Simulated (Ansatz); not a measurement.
Re: energy change per atom and pressure against volume scale

Results calculated with Ansatz 0.2.0, not measured. Plane-wave DFT, scalar-relativistic PAW made under PBE with cores redone for the functional, no dispersion; the given relaxed cell is scaled uniformly, energy at zero smearing counts from the unscaled cell, pressure at the given Fermi-Dirac smearing is positive in compression.

The cell before it is scaled or strained (space group Fd-3m, No. 227):
```
CELL_PARAMETERS angstrom
0.00000 2.79750 2.79750
2.79750 0.00000 2.79750
2.79750 2.79750 0.00000
ATOMIC_POSITIONS crystal
Re 0.12500 0.12500 0.12500
Re 0.87500 0.87500 0.87500
```

Settings of every row: spin polarised no; functional PBEsol; wave cutoff 420 eV; smearing width 0.1 eV; k mesh 11x11x11.

Atom starting moment: 0 on all atoms.

Limits: no spin-orbit coupling, which can matter with elements this heavy; the cell comes from a prototype or a list of computed structures and needn't be the stable phase.

```
row  volume scale  V (Å³/atom)  energy change per atom (meV)  pressure (GPa)
  1          0.88       19.266                        231.27           31.81
  2          0.92       20.142                         94.39           18.88
  3          0.96       21.018                             ?               ?
  4          1.04       22.769                         20.62              -7
  5          1.08       23.645                         75.31          -12.61
  6          1.12        24.52                        157.61          -17.14
```

Question: what energy change per atom and pressure should row 3 give?

Worked fit of energy change per atom. Take u = (V_r/V)^(2/3) − 1 with V_r = 22.769 Å³ an atom, which is twice the finite (Eulerian) strain; such expansions in the strain, on which the Birch-Murnaghan equation of state is built, carry the rest volume and the bulk modulus. The shown rows have u = 0.11781, 0.08516, 0, -0.02485, -0.04819. Least squares give energy change per atom = 20.383 − 1506.063 × u + 27957.28 × u² meV; a straight line predicts inner rows, each left out in turn, worse (root mean square 79 against 0.68 meV). The rows lie off it by 0.29, -0.49, 0.24, 0.24, -0.27 (root mean square 0.32 meV). Its lowest point lies at u = 0.0269, or V = 21.88 Å³ an atom, and the curvature there gives the bulk modulus at fixed shape and fractions, B = (4/9)(1 + u)² E″(u)/V = 192 GPa. The withheld row has u = 0.0548, so the fit gives 20.383 − 1506.063 × (0.0548) + 27957.28 × (0.0548)² = 21.81 meV.

The calculation gave 21.33 meV. The fit lies 0.48 meV (2.3 % of the value, 0.23 % of the column's range) above it; its largest miss of a shown row is 0.49 meV.

Worked fit of pressure. Take u = (V_r/V)^(2/3) − 1 with V_r = 22.769 Å³ an atom, which is twice the finite (Eulerian) strain; such expansions in the strain, on which the Birch-Murnaghan equation of state is built, carry the rest volume and the bulk modulus. The shown rows have u = 0.11781, 0.08516, 0, -0.02485, -0.04819. Least squares give pressure = −7.049 + 243.495 × u + 728.93 × u² GPa; a straight line predicts inner rows, each left out in turn, worse (root mean square 2.1 against 0.13 GPa). The rows lie off it by 0.06, -0.09, 0.05, 0.04, -0.05 (root mean square 0.06 GPa). The pressure vanishes at u = 0.0268, or V = 21.88 Å³ an atom, and there the bulk modulus at fixed shape and fractions is B = −V dP/dV = (2/3)(1 + u) dP/du = 193 GPa. The withheld row has u = 0.0548, so the fit gives −7.049 + 243.495 × (0.0548) + 728.93 × (0.0548)² = 8.48 GPa.

The calculation gave 8.4 GPa. The fit lies 0.08 GPa (0.16 % of the column's range) above it; its largest miss of a shown row is 0.09 GPa.
